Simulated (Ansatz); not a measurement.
## A correction line for PBE-D4/def2-TZVPP: vertical ionisation energy

The vertical ionisation energy (cation less neutral) in eV of 7 molecular compounds of Ge: x at PBE-D4/def2-TZVPP, y at CCSD(T)/def2-TZVPP. Shapes, held fixed at every level: PBE0-D4/def2-TZVP. Flexible molecules stand in one conformer, not always the lowest. Programs: Ansatz 0.2.0.

| molecule | x (eV) | y (eV) |
| --- | --- | --- |
| C5H11FGeO (SMILES C=C[CH2][Ge]([CH3])([F])[O]C) | 8.58 | 9.38 |
| C3H8Cl3GeN (SMILES CC[N](C)[Ge]([Cl])([Cl])[Cl]) | 8.72 | 9.03 |
| C2H7ClGeS (SMILES C[S][GeH]([CH3])[Cl]) | 8.77 | 9.07 |
| GeH2(SeH)Cl | 9.28 | 9.50 |
| C2H6F2GeS (SMILES C[S][Ge]([CH3])([F])[F]) | 9.38 | 9.63 |
| Ge(CH3)(SiH3)Cl2 | 9.47 | ? |
| GeSi2NH7ClF (SMILES [F][GeH]([Cl])[N]([SiH3])[SiH3]) | 9.48 | 10.11 |

Question: Fit y = c + s·x to the known rows and predict y for Ge(CH3)(SiH3)Cl2.

Answer: 
1. Means of the 6 rows: x = 9.0350, y = 9.453.
2. Σ(Δx)² = 0.75355, Σ(Δx·Δy) = 0.6329, so the slope is 0.6329/0.75355 = 0.83989.
3. Intercept: 9.453 − (0.83989) × 9.0350 = 1.865. The largest residual of the fit is 0.31.
4. Ge(CH3)(SiH3)Cl2: 1.865 + 0.83989 × 9.47 = 9.82 eV.

CCSD(T)/def2-TZVPP gives 10.13 eV, so the prediction is off by -0.31 eV, about the largest residual. Uncorrected, PBE-D4/def2-TZVPP misses it by -0.66 eV, and the other rows by 0.42 on average. The line removes about 50 % of this miss. Left out in turn, the other rows are missed by 0.31 eV on average. Cations run unrestricted. Relativity is left out for Ge, Se. Outer-core shells of Ge, Se are correlated, in sets that cover them unevenly.

PBE places the ionisation energy below CCSD(T) in every molecule, but the gap follows the kind of molecule rather than the size of x. It is small for the three thio- and selenogermanes, where the electron leaves mainly a chalcogen lone pair, and for the alkylaminogermane. It is much larger for the allyl methoxy compound and the disilylamine, which sit at opposite ends of the x range. A likely reason is that PBE overstabilises a cation whose hole can spread over several bonds or lone pairs.

The fitted slope therefore has little physical meaning: simply adding the average miss of 0.42 eV to x would land closer to the CCSD(T) value for Ge(CH3)(SiH3)Cl2 than the line does. In that molecule the hole probably lies in the Ge–Si σ bond, mixed with chlorine lone pairs, a type of ionisation the fitted rows don't represent. The data support an upward correction to PBE, but not one straight line for germanium compounds that ionise from different kinds of orbital.
